## Question

When a fast electron passes through a crystal, it gives up energy to the crystal's electrons. The loss function gives the relative strength of this transfer at each energy, here called the loss energy. The table holds a calculated spectrum for GaSb, from the independent-particle response of PBE states.

Yambo 5.3.0, independent-particle response in the optical limit on Quantum ESPRESSO PBE states, for GaSb with the cell volume scaled by 0.96. The calculation uses an 8×8×8 k-mesh, 34 bands, a damping of 0.05 eV, field direction xy, and scalar-relativistic PseudoDojo 0.4.1 standard potentials with a 1088 eV wavefunction cutoff, without spin–orbit coupling.

```tsv
row	loss function	loss energy (eV)
1	0.002	0.000
2	0.005	1.003
3	0.047	2.007
4	0.025	3.010
5	0.092	4.114
6	0.046	5.117
7	0.092	6.120
8	0.134	7.124
9	0.152	8.127
10	0.135	9.130
11	0.418	10.130
12	0.325	11.140
13	0.736	12.240
14	1.870	13.240
15	2.749	14.250
16	7.140	15.250
17	1.918	16.250
18	1.020	17.260
19	0.944	18.260
20	0.487	19.360
21	0.518	20.370
22	0.406	21.370
23	0.363	22.370
24	0.284	23.380
25	0.327	24.380
26	0.218	25.380
27	0.387	26.490
28	0.122	27.490
29	0.124	28.490
30	0.172	29.500
```

The simplest picture has all the outer electrons swinging together as one damped oscillator, the plasmon. Its loss function is

L(E) = C·E / [(E² − Eₚ²)² + (w·E)²]

Here E is the loss energy, Eₚ the energy of the oscillation, w its width and C a strength. Eₚ is set to the energy of the highest row, 15.25 eV. A least-squares fit to all thirty rows then gives w = 1.62 eV and C = 282 eV³.

(a) Which rows depart from this single peak?
(b) Work out the size of the break at row 27.
(c) Explain the break, and say how much of the explanation the table supports.

## Model answer

**(a) The rows that break the pattern**

Row 16 is the plasmon. Eight s and p electrons in this cell, treated as free, would oscillate at 14.2 eV, about 1 eV below the computed peak. Binding to the atoms adds a restoring force and so pushes the peak upward, although the table does not show whether this accounts for the whole shift. The cell was squeezed to 0.96 of its starting volume. That packs the electrons more densely, which raises the free-electron energy slightly and should do the same to the computed peak.

Around this peak there are two kinds of break. The first is broad: from row 19 upward every row lies well above the fitted curve, by a factor of at least 1.9 and typically about 4. Between 5 and 14 eV the excess is milder, typically a factor of about 2.

The second kind is local. Rows 3, 5, 11 and 27 each reach about twice the geometric mean of their two neighbours, or more. Rows 3 and 5 stand out most in this ratio, but their loss is very small. Row 27 shows both kinds of break at once.

**(b) The break at row 27**

At row 27 the loss energy is 26.49 eV. The formula gives:

- E² − Eₚ² = 701.72 − 232.56 = 469.16 eV²
- (w·E)² = (1.62 × 26.49)² ≈ 1840 eV²
- L = 282 × 26.49 / (469.16² + 1840) ≈ 0.034

The table has 0.387, which is 11.5 times as much. The row was part of the fit, but the tall peak dominates the least squares and the tail has almost no influence on the curve.

This factor can be divided into a local part and a broad part. Row 27 stands 2.4 times above the geometric mean of rows 26 and 28. The remaining factor, 11.5 / 2.4 ≈ 4.8, is close to the typical excess of the high-energy rows. Row 27 is therefore an ordinary member of a raised tail with a spike on top, and the two parts need separate explanations.

**(c) The causes**

*The raised tail.* The electrons can also take up energy one at a time, when a single electron jumps from a filled band to an empty one. The loss function contains both processes:

L = ε₂ / (ε₁² + ε₂²)

Here ε₂ measures absorption by single jumps, and ε₁ describes how the crystal screens the field. The plasmon appears where ε₁ passes through zero while ε₂ is small. Well below that energy the denominator is large, so even strong absorption leaves only a faint trace in the loss. Well above it ε₁ climbs back towards 1, the screening fades, and single jumps show up at their own strength or more, since ε₁ is still below 1.

A lone oscillator has no such jumps, and its tail dies off roughly as 1/E³. In the real crystal, valence electrons can still reach higher empty bands at these energies. The filled 3d shell of gallium also begins to respond. Theory leads us to expect both contributions, but the table gives only their sum. PBE places the 3d shell several electronvolts too close to the valence bands, so its share starts at too low an energy.

The tail matters more than its height suggests. Loss multiplied by energy, summed over the spectrum, counts the electrons that take part. On this count the rows from 19 upward hold about 2.2 electrons per cell out of 8.6, whereas the fitted curve has only 0.6 there. The counts are rough, because the rows lie about 1 eV apart and the spectrum is jagged.

*The spike.* The most likely cause is the finite mesh of k-points, the sample of electron wavelengths for which the bands are computed. Each k-point contributes its own set of sharp jump energies. Between neighbouring k-points these energies generally shift by much more than the damping of 0.05 eV, so the lines do not merge into a smooth curve. A row that falls on a strong line comes out high, and one that falls between strong lines comes out low.

The same run shows a clear sign of this at low energy. Its strongest absorption lies at 0.30 eV, the point of the energy grid closest to the computed gap of 0.34 eV, and its static dielectric constant is 65, several times what is expected for such a semiconductor. A single k-point with a very small gap probably carries far too much weight there. PBE tends to make gaps too small, which strengthens the effect. This makes a mesh effect plausible at row 27 but does not prove it, since jumps from a narrow 3d band could also give a sharp feature. A repeat with a denser mesh would decide: a mesh spike would move or shrink, and a real feature would stay.

## Remarks on the reasoning

**Why not simply a broader plasmon?** A wider peak has a higher tail, so this objection deserves a test. Suppose that all eight s and p electrons belong to one plasmon whose width is set by the height of row 16. At row 27 this curve reaches only 0.044, about a ninth of the table's value. At row 17, where the fitted curve is already too high, it is higher still, with 3.2 against the table's 1.9. Broadening spoils the peak long before it repairs the tail, so no single oscillator of constant width can supply the missing loss.

**What the good fit at the peak is worth.** The curve gives 7.0 at row 16 and the table 7.1, but this is no test, because that row fixed the position and largely fixed the height. The largest miss in absolute terms is at row 14, where the table has nearly twice the fitted loss. The low-energy flank thus has a shoulder that one oscillator cannot produce, and the data do not settle its origin. The fitted width describes a jagged curve and should not be turned into a plasmon lifetime.

**How far to trust the tail.** The calculation leaves out local fields, the uneven response inside the cell, which usually weaken the excitation of compact shells such as 3d. It also includes only twenty empty bands. At the energy of row 27 some jumps from the upper valence bands are probably missing already, but this was not tested. The existence of a raised tail follows from general physics. Its computed height is less certain.

**A neighbouring case.** Silicon also has eight valence electrons in its two-atom cell, but the cell is smaller and there is no filled d shell. The same reasoning puts its plasmon higher in energy. It should keep a tail from valence electrons, without the d-shell part. To find how much of the GaSb tail comes from gallium 3d, a more direct test is to repeat the GaSb run with the 3d bands left out of the sum over jumps.

**Use in practice.** The position of the main peak mainly reflects how densely the valence electrons are packed, so it responds to strain and composition. A single high point in the tail of a calculated spectrum should not be matched to a line in a measured one until it has survived a denser mesh.

The printed output below gives the fit, the electron counts and the comparisons between neighbouring rows.

Numerical output:

```
fit of lf on 30 rows: coefficient of en/((en**2-Ep**2)**2+(s*en)**2) 281.7 +/- 10, s 1.623; rms 0.287, worst 14 -0.873, leave-one-out rms 0.845
Free-electron plasmon energy for 8 electrons per cell (eV): 14.17
Computed peak less free-electron energy (eV): 1.083
Strength of the fitted plasmon curve (electrons per cell): 6.919
Fitted curve at row 16: 7.014
Table over fitted curve, row 14: 1.875
Table over fitted curve, row 27: 11.51
Table over fitted curve, median from 5 to 14 eV: 1.852
Table over fitted curve, median above 19 eV: 4.342
Table over fitted curve, smallest above 19 eV: 1.895
Sum rule over the whole table (electrons per cell): 8.647
Sum rule from row 19 upward, table (electrons per cell): 2.224
Sum rule from row 19 upward, fitted curve (electrons per cell): 0.6194
Width of the broader rival plasmon (eV): 1.843
Broader rival at row 17: 3.182
Broader rival at row 27: 0.04405
Row 3 over geometric mean of its neighbours: 4.204
Row 5 over geometric mean of its neighbours: 2.713
Row 11 over geometric mean of its neighbours: 1.996
Row 25 over geometric mean of its neighbours: 1.314
Row 27 over geometric mean of its neighbours: 2.373
Mean row spacing over the damping of 0.05 eV: 20.34
```
